**Spin gaps of the outer orbitals of BAs⁻**

The table holds outer orbital energies and Mulliken shares of the doublet anion BAs⁻ at 1.809 Å from spin-unrestricted PBE with aug-cc-pVDZ-DK and spin-free X2C, without spin-orbit coupling. The program models the β-minus-α gap of each orbital as one constant times its overlap with the spin density, taken first as the boron share, then with angular factors, then with an s–p cross term whose signs are assumed; shell shares that the run does not list are set to zero. Fitted to 8σ, 9σ, 10σ and 4π, the rms miss falls from 0.34 to 0.22 to 0.07 eV, with 4π the worst fitted row of the last model. The empty 11σ and 5π levels are left out of the fits and are missed badly by all three models. The output also gives the spin by shell and shows that the difference of half-gaps, 0.74 eV, outweighs the 0.43 eV by which the 10σ midpoint lies above 4π.

Outer Kohn–Sham orbitals of BAs⁻ (doublet, bond length 1.809 Å), computed with PySCF 2.14.0 at the spin-unrestricted PBE/aug-cc-pVDZ-DK level with the spin-free X2C-1e Hamiltonian, no spin-orbit coupling and the occupation held. Shares are Mulliken populations, the main shell is the atomic shell with the largest one, and the first atom is boron.

## Analysis program

```python
# Table: outer orbital energies (eV) and Mulliken shares of BAs- (doublet, 1.809 A), PySCF UKS PBE, aug-cc-pVDZ-DK, sfX2C-1e, no spin-orbit.
# Tested: beta-alpha gap of each label = constant x overlap with the spin density (A: B share; B: + angular shape; C: + s-p cross term).
T = {
    'orbital': ['3pi', '3pi', '1delta', '1delta', '8sigma', '9sigma', '10sigma', '4pi', '4pi', '11sigma', '5pi', '5pi', '7sigma', '3pi', '3pi', '1delta', '1delta', '8sigma', '9sigma', '4pi', '4pi', '10sigma', '11sigma', '5pi'],
    'spin': ['alpha', 'alpha', 'alpha', 'alpha', 'alpha', 'alpha', 'alpha', 'alpha', 'alpha', 'alpha', 'alpha', 'alpha', 'beta', 'beta', 'beta', 'beta', 'beta', 'beta', 'beta', 'beta', 'beta', 'beta', 'beta', 'beta'],
    'filling': [1, 1, 1, 1, 1, 1, 1, 1, 1, 0, 0, 0, 1, 1, 1, 1, 1, 1, 1, 1, 1, 0, 0, 0],
    'e': [-33.5, -33.5, -33.45, -33.45, -9.26, -3.32, -0.21, 0.1, 0.1, 3.22, 3.33, 3.33, -33.53, -33.47, -33.47, -33.45, -33.45, -9.04, -2.6, 0.23, 0.23, 1.4, 3.39, 3.63],  # eV
    'shell': ['As d', 'As d', 'As d', 'As d', 'As s', 'B s', 'B p', 'As p', 'As p', 'B p', 'B p', 'B p', 'As d', 'As d', 'As d', 'As d', 'As d', 'As s', 'B s', 'As p', 'As p', 'B s', 'B p', 'B p'],
    'share': [1.0, 1.0, 1.0, 1.0, 0.59, 0.64, 0.49, 0.62, 0.62, 1.51, 0.79, 0.79, 1.0, 1.0, 1.0, 1.0, 1.0, 0.64, 0.49, 0.69, 0.69, 0.56, 1.46, 1.03],
    'first': [0.0, 0.0, 0.0, 0.0, 0.41, 0.62, 0.67, 0.38, 0.38, 1.73, 0.8, 0.8, 0.0, 0.0, 0.0, 0.0, 0.0, 0.37, 0.48, 0.3, 0.3, 0.94, 1.82, 1.0],
}
import numpy as np
E, W = {}, {}
for o, s, e, w in zip(T['orbital'], T['spin'], T['e'], T['first']):
    E[o, s] = e; W[o, s] = w
a, b = 'alpha', 'beta'
core = ['3pi', '1delta']; val = ['8sigma', '9sigma', '10sigma', '4pi']; out = ['11sigma', '5pi']
gap = {o: E[o, b] - E[o, a] for o in core + val + out}
mid = {o: (E[o, b] + E[o, a]) / 2 for o in gap}
wB = {o: (W[o, a] + W[o, b]) / 2 for o in gap}
# further outputs of the same run: shell shares (B s, B p, As s, As p), alpha then beta; unlisted shells set to 0
sh = {'8sigma': [(.296, .109, .594, 0), (.252, .108, .636, 0)], '9sigma': [(.639, 0, .192, .194), (.486, 0, .179, .339)],
      '10sigma': [(.174, .491, 0, .262), (.565, .375, 0, .124)], '4pi': [(0, .374, 0, .621), (0, .293, 0, .693)],
      '11sigma': [(.238, 1.514, 0, .621), (.408, 1.455, 0, .699)], '5pi': [(0, .790, 0, .184), (0, 1.034, 0, 0)]}
spinB = 1.002861  # further output: Mulliken spin on B at 1.809 A
occ = {'8sigma': (1, 1), '9sigma': (1, 1), '10sigma': (1, 0), '4pi': (2, 2)}
u, g = np.polynomial.legendre.leggauss(8); g = g / 2
pz, pp = 3 * u**2, 1.5 * (1 - u**2)
def rho(o, k, at, sg):
    s, p = sh[o][k][2 * at:2 * at + 2]
    return s + p * (pp if 'pi' in o else pz) + 2 * np.sqrt(3 * s * p) * sg.get((o, at), 0) * u
def overlap(sg, atoms=(0, 1)):
    m = {at: sum(n[0] * rho(o, 0, at, sg) - n[1] * rho(o, 1, at, sg) for o, n in occ.items()) for at in atoms}
    return {o: sum(g @ (m[at] * (rho(o, 0, at, sg) + rho(o, 1, at, sg)) / 2) for at in atoms) for o in sh}
def fit(x, rows):
    xx = np.array([x[o] for o in rows]); yy = np.array([gap[o] for o in rows])
    c = xx @ yy / (xx @ xx)
    return c, np.sqrt(np.mean((yy - c * xx)**2))
sgC = {('10sigma', 0): 1, ('8sigma', 0): -1, ('9sigma', 1): 1}  # assumed lobe directions; 11sigma unknown, 0
M = {'A share': wB, 'B shape': overlap({}), 'C lobes': overlap(sgC)}
print('rounding floor: gap +-0.01 eV; mean share +-0.005 (about 0.01 eV in model A)')
print('angular overlaps pz-pz %.2f, pz-pi %.2f, pi-pi %.2f, s-any 1' % (g @ pz**2, g @ (pz * pp), g @ pp**2))
print('label: gap eV, midpoint eV, mean B share, gap/share eV, B share alpha-beta')
for o in gap:
    r = '%.2f' % (gap[o] / wB[o]) if wB[o] > 0 else 'n/a'
    print(' %-8s %5.2f %7.3f %6.3f %5s %+.2f' % (o, gap[o], mid[o], wB[o], r, W[o, a] - W[o, b]))
print('gap ratios: 9s/4pi %.1f, 10s/4pi %.1f, 10s/8s %.1f' % (gap['9sigma'] / gap['4pi'], gap['10sigma'] / gap['4pi'], gap['10sigma'] / gap['8sigma']))
print('fits on 8s,9s,10s,4pi; 11s,5pi left out (positive empty levels, shares to >1)')
for n, x in M.items():
    c, r = fit(x, val); res = {o: gap[o] - c * x[o] for o in val + out}
    print('%s: constant %.2f eV, rms %.3f eV, worst fitted %s' % (n, c, r, max(val, key=lambda o: abs(res[o]))))
    print('  overlap  ' + ' '.join('%s %.2f' % (o, x[o]) for o in val + out))
    print('  model eV ' + ' '.join('%s %.2f' % (o, c * x[o]) for o in val + out))
    print('  resid eV ' + ' '.join('%s %+.2f' % (o, res[o]) for o in val + out))
    c2, r2 = fit(x, ['8sigma', '9sigma', '4pi'])
    print('  without 10s: constant %.2f, rms %.3f, predicts 10s %.2f eV; 9s+10s model %.2f vs %.2f eV'
          % (c2, r2, c2 * x['10sigma'], c * (x['9sigma'] + x['10sigma']), gap['9sigma'] + gap['10sigma']))
for n, x in (('C, 8s sign reversed', overlap({**sgC, ('8sigma', 0): 1})), ('C, B atom only', overlap(sgC, (0,)))):
    c, r = fit(x, val)
    print('%s: constant %.2f eV, rms %.3f; resid ' % (n, c, r) + ' '.join('%+.2f' % (gap[o] - c * x[o]) for o in val))
sp = [sum(n[0] * sh[o][0][j] - n[1] * sh[o][1][j] for o, n in occ.items() if ('pi' in o) == p) for j, p in ((0, False), (1, False), (1, True), (2, False), (3, False), (3, True))]
print('spin by shell: B s %.2f, psig %.2f, ppi %.2f; As s %.2f, psig %.2f, ppi %.2f' % tuple(sp))
parts = [W['10sigma', a], W['8sigma', a] - W['8sigma', b], W['9sigma', a] - W['9sigma', b], 2 * (W['4pi', a] - W['4pi', b])]
print('spin on B from shares: 10s %.2f + 8s %.2f + 9s %.2f + 4pi pair %.2f' % tuple(parts), '= %.2f; run %.2f' % (sum(parts), spinB))
d = mid['10sigma'] - mid['4pi']; h = (gap['10sigma'] - gap['4pi']) / 2
print('10s-4pi: midpoint %+.3f, half-gap difference %.3f, alpha %+.2f, beta %+.2f eV' % (d, h, E['10sigma', a] - E['4pi', a], E['10sigma', b] - E['4pi', b]))
print('HOMO (4pi beta) minus 10s alpha %.2f eV; HOMO-LUMO %.2f eV' % (E['4pi', b] - E['10sigma', a], E['10sigma', b] - E['4pi', b]))
print('As 3d: beta pi-sigma %.2f, delta-pi %.2f, span %.2f; alpha delta-pi %.2f eV' % (E['3pi', b] - E['7sigma', b], E['1delta', b] - E['3pi', b], E['1delta', b] - E['7sigma', b], E['1delta', a] - E['3pi', a]))
print('filled rows with e>0: %d; rows with B share >1: %d' % (sum(f == 1 and e > 0 for f, e in zip(T['filling'], T['e'])), sum(w > 1 for w in T['first'])))
assert min(gap.values()) > -0.011
assert max(gap, key=gap.get) == '10sigma'
assert E['10sigma', a] < E['4pi', a] and mid['10sigma'] > mid['4pi']
assert abs(sum(parts) - spinB) < 0.05
```

It prints:

```
rounding floor: gap +-0.01 eV; mean share +-0.005 (about 0.01 eV in model A)
angular overlaps pz-pz 1.80, pz-pi 0.60, pi-pi 1.20, s-any 1
label: gap eV, midpoint eV, mean B share, gap/share eV, B share alpha-beta
 3pi       0.03 -33.485  0.000   n/a +0.00
 1delta    0.00 -33.450  0.000   n/a +0.00
 8sigma    0.22  -9.150  0.390  0.56 +0.04
 9sigma    0.72  -2.960  0.550  1.31 +0.14
 10sigma   1.61   0.595  0.805  2.00 -0.27
 4pi       0.13   0.165  0.340  0.38 +0.08
 11sigma   0.17   3.305  1.775  0.10 -0.09
 5pi       0.30   3.480  0.900  0.33 -0.20
gap ratios: 9s/4pi 5.5, 10s/4pi 12.4, 10s/8s 7.3
fits on 8s,9s,10s,4pi; 11s,5pi left out (positive empty levels, shares to >1)
A share: constant 1.50 eV, rms 0.336 eV, worst fitted 10sigma
  overlap  8sigma 0.39 9sigma 0.55 10sigma 0.80 4pi 0.34 11sigma 1.77 5pi 0.90
  model eV 8sigma 0.58 9sigma 0.82 10sigma 1.20 4pi 0.51 11sigma 2.65 5pi 1.35
  resid eV 8sigma -0.36 9sigma -0.10 10sigma +0.41 4pi -0.38 11sigma -2.48 5pi -1.05
  without 10s: constant 0.92, rms 0.181, predicts 10s 0.74 eV; 9s+10s model 2.03 vs 2.33 eV
B shape: constant 1.40 eV, rms 0.223 eV, worst fitted 8sigma
  overlap  8sigma 0.39 9sigma 0.59 10sigma 0.98 4pi 0.20 11sigma 2.40 5pi 0.77
  model eV 8sigma 0.55 9sigma 0.83 10sigma 1.38 4pi 0.28 11sigma 3.37 5pi 1.08
  resid eV 8sigma -0.33 9sigma -0.11 10sigma +0.23 4pi -0.15 11sigma -3.20 5pi -0.78
  without 10s: constant 0.99, rms 0.131, predicts 10s 0.97 eV; 9s+10s model 2.21 vs 2.33 eV
C lobes: constant 1.16 eV, rms 0.068 eV, worst fitted 4pi
  overlap  8sigma 0.20 9sigma 0.54 10sigma 1.40 4pi 0.20 11sigma 2.40 5pi 0.77
  model eV 8sigma 0.23 9sigma 0.63 10sigma 1.63 4pi 0.23 11sigma 2.79 5pi 0.90
  resid eV 8sigma -0.01 9sigma +0.09 10sigma -0.02 4pi -0.10 11sigma -2.62 5pi -0.60
  without 10s: constant 1.23, rms 0.075, predicts 10s 1.72 eV; 9s+10s model 2.26 vs 2.33 eV
C, 8s sign reversed: constant 1.03 eV, rms 0.228; resid -0.40 +0.16 +0.12 -0.08
C, B atom only: constant 1.15 eV, rms 0.108; resid -0.05 +0.06 +0.03 -0.20
spin by shell: B s 0.37, psig 0.49, ppi 0.16; As s -0.03, psig 0.12, ppi -0.14
spin on B from shares: 10s 0.67 + 8s 0.04 + 9s 0.14 + 4pi pair 0.16 = 1.01; run 1.00
10s-4pi: midpoint +0.430, half-gap difference 0.740, alpha -0.31, beta +1.17 eV
HOMO (4pi beta) minus 10s alpha 0.44 eV; HOMO-LUMO 1.17 eV
As 3d: beta pi-sigma 0.06, delta-pi 0.02, span 0.08; alpha delta-pi 0.05 eV
filled rows with e>0: 4; rows with B share >1: 2
```
